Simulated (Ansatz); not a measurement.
## P: pressure and energy change per atom as volume scale varies

All results are calculated (Ansatz 0.2.0). Plane-wave DFT, scalar-relativistic PAW made under PBE with cores redone for the functional, no dispersion; the given relaxed cell is scaled uniformly, energy at zero smearing counts from the unscaled cell, pressure at the given Fermi-Dirac smearing is positive in compression.

The cell before it is scaled or strained (space group P6_3/mmc, No. 194):
```
P
1.0
      2.7128     0.0000     0.0000
     -1.3564     2.3493     0.0000
      0.0000     0.0000    10.6512
P
4
Direct
  0.00000 1.00000 0.00000
  0.00000 1.00000 0.50000
  0.33333 0.66667 0.25000
  0.66667 0.33333 0.75000
```

Settings of every row: spin polarised no; functional BLYP; wave cutoff 420 eV; smearing width 0.1 eV; k mesh 15x15x4.

Atom starting moment: 0 on all atoms.

Limits: the cell comes from a prototype or a list of computed structures and needn't be the stable phase.

| row | volume scale | V (Å³/atom) | pressure (GPa) | energy change per atom (meV) |
| --- | --- | --- | --- | --- |
| 1 | 0.88 | 14.934 | 11.06 | 65.51 |
| 2 | 0.92 | 15.613 | 6.8 | 28.09 |
| 3 | 0.96 | 16.292 | ? | ? |
| 4 | 1.04 | 17.649 | -2.1 | 4.17 |
| 5 | 1.08 | 18.328 | -4.09 | 17.66 |
| 6 | 1.12 | 19.007 | -5.74 | 38.78 |

Question: what pressure and energy change per atom should row 3 give?

Worked fit of pressure. Take u = (V_r/V)^(2/3) − 1 with V_r = 17.649 Å³ an atom, which is twice the finite (Eulerian) strain; such expansions in the strain, on which the Birch-Murnaghan equation of state is built, carry the rest volume and the bulk modulus. The shown rows have u = 0.1178, 0.08515, 0, -0.02485, -0.04822. Least squares give pressure = −2.098 + 85.95 × u + 218.38 × u² GPa; a straight line predicts inner rows, each left out in turn, worse (root mean square 0.62 against 0.0094 GPa). The rows lie off it by 0.00, 0.00, 0.00, 0.01, -0.01. The pressure vanishes at u = 0.0231, or V = 17.06 Å³ an atom, and there the bulk modulus at fixed shape and fractions is B = −V dP/dV = (2/3)(1 + u) dP/du = 65.5 GPa. Letting shape and atoms relax would as a rule lower it, by much in layered, chain or molecular crystals. The withheld row has u = 0.05478, so the fit gives −2.098 + 85.95 × (0.05478) + 218.38 × (0.05478)² = 3.27 GPa.

The calculation gave 3.26 GPa. The fit lies 0.01 GPa (0.06 % of the column's range) above it, one unit of the last digit.

Worked fit of energy change per atom. Take u = (V_r/V)^(2/3) − 1 with V_r = 17.649 Å³ an atom, which is twice the finite (Eulerian) strain; such expansions in the strain, on which the Birch-Murnaghan equation of state is built, carry the rest volume and the bulk modulus. The shown rows have u = 0.1178, 0.08515, 0, -0.02485, -0.04822. Least squares give energy change per atom = 4.272 − 355.487 × u + 7437.57 × u² meV; a straight line predicts inner rows, each left out in turn, worse (root mean square 21 against 0.23 meV). The rows lie off it by -0.10, 0.16, -0.10, -0.04, 0.07 (root mean square 0.1 meV). Its lowest point lies at u = 0.0239, or V = 17.03 Å³ an atom, and the curvature there gives the bulk modulus at fixed shape and fractions, B = (4/9)(1 + u)² E″(u)/V = 65.2 GPa. Letting shape and atoms relax would as a rule lower it, by much in layered, chain or molecular crystals. The withheld row has u = 0.05478, so the fit gives 4.272 − 355.487 × (0.05478) + 7437.57 × (0.05478)² = 7.12 meV.

The calculation gave 7.16 meV. The fit lies 0.04 meV (0.065 % of the column's range) below it; its largest miss of a shown row is 0.16 meV.
